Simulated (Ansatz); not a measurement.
## Spin spirals in AlFe (computed with Ansatz 0.2.0)

Space group Pm-3m (No. 221), 2 atoms in the cell of the first input below: a = 2.910 Å, b = 2.910 Å, c = 2.910 Å, α = 90.00°, β = 90.00°, γ = 90.00°.

The structure is a measured one, not always of the ambient phase, taken without relaxation (pressure -5.9 GPa with this functional, without spin–orbit coupling). Functional: PBE.

Each state is solved self-consistently from atoms in the crystal's own cell, by the generalised Bloch theorem and without spin–orbit coupling. One of the inputs (q = (0.000, 0.500, 0.000)); the others differ in the wave vector alone:

```yaml
crystal:
  lattice:
    - [2.9100011415, 0.0, 0.0]
    - [0.0, 2.9100011415, 0.0]
    - [0.0, 0.0, 2.9100011415]
  atoms:
    - { symbol: Al, position: [0.0, 0.0, 0.0] }
    - { symbol: Fe, position: [0.5, 0.5, 0.5], spin: 0.87, spin_axis: [1.0, 0.0, 0.0] }
basis:
  ecutwfc: 420
  ecutrho_ratio: 4
kpoints:
  mp_grid: { grid: [12, 12, 12] }
hamiltonian:
  xc: pbe
scf:
  occupations: { method: gaussian, width: 0.05 }
output:
  forces: true
  stress: false
  eigenvalues: true
  populations: true
magnetization:
  noncollinear: true
  spin_orbit: false
  spin_spiral: { q: [0.0, 0.5, 0.0] }
```

```bash
ansatz run input.yaml --threads 4 --pin off --max-ram 9216MiB --backend cpu --events-out ev --progress --plain --runs-dir out
```

Time: 7 s on 4 threads of AMD EPYC 9R45 96-Core Processor (Zen 5), on a shared host, peak memory 0.6 GiB.

**Question.** Rank these by energy, lowest first (extrapolated to zero smearing, counted from the spiral at q = 0, meV per cell).
A. q = (0.500, 0.500, 0.000)
B. q = (0.000, 0.375, 0.000)
C. q = (0.000, 0.000, 0.000)
D. q = (0.500, 0.500, 0.500)
E. q = (0.250, 0.250, 0.000)
F. q = (0.000, 0.250, 0.000)
G. q = (0.250, 0.250, 0.250)
H. q = (0.000, 0.500, 0.000)
I. q = (0.000, 0.125, 0.000)

**Answer.** C (0.00), I (3.86), F (9.51), B (13.99), E (17.44), H (18.86), A (23.81), G (24.05), D (38.41).

```csv
order,meV per cell,"largest spin moment, Gaussian weights (μB)"
"q = (0.000, 0.000, 0.000)",0.00,0.75
"q = (0.000, 0.500, 0.000)",18.86,0.67
"q = (0.500, 0.500, 0.000)",23.81,0.93
"q = (0.500, 0.500, 0.500)",38.41,0.00
"q = (0.000, 0.250, 0.000)",9.51,0.77
"q = (0.250, 0.250, 0.000)",17.44,0.80
"q = (0.250, 0.250, 0.250)",24.05,0.84
"q = (0.000, 0.125, 0.000)",3.86,0.71
"q = (0.000, 0.375, 0.000)",13.99,0.74
```

The spin moment changes by 100 % over these states, which a model of rigid moments leaves out. Differences under a few meV may lie within the mesh error, so those places of the ranking aren't settled.

Caveats: each run may end in a state that is not the lowest; only the orders listed are compared, and the order found in nature may be another, or none; starting moments were lost; the ferromagnetic state is metallic at this level, and the k-mesh was not tested.

Among the orders compared, parallel alignment of the Fe moments is lowest, and the energy rises steadily as the spiral tightens along the cube axis. The moment doesn't follow the energy: it is largest at q = (0.500, 0.500, 0.000), well above the ferromagnet. This is itinerant behaviour. Each Fe is surrounded by Al, whose s and p states broaden the Fe 3d bands and leave a small moment; a spiral mixes the two spin channels and so changes both the moment and the band energy. The state at q = (0.500, 0.500, 0.500) has no moment, so its 38.41 meV measures the gain from spin polarisation in the ferromagnet, not the cost of antiparallel order. It should be left out of any fit of exchange constants.

Well-ordered stoichiometric FeAl is known to show no long-range ferromagnetism. The disagreement probably arises because a static semilocal functional misses the spin fluctuations that suppress weak itinerant moments. The ranking therefore supports a ferromagnetic tendency within this functional, not a ferromagnetic ground state of the real compound.
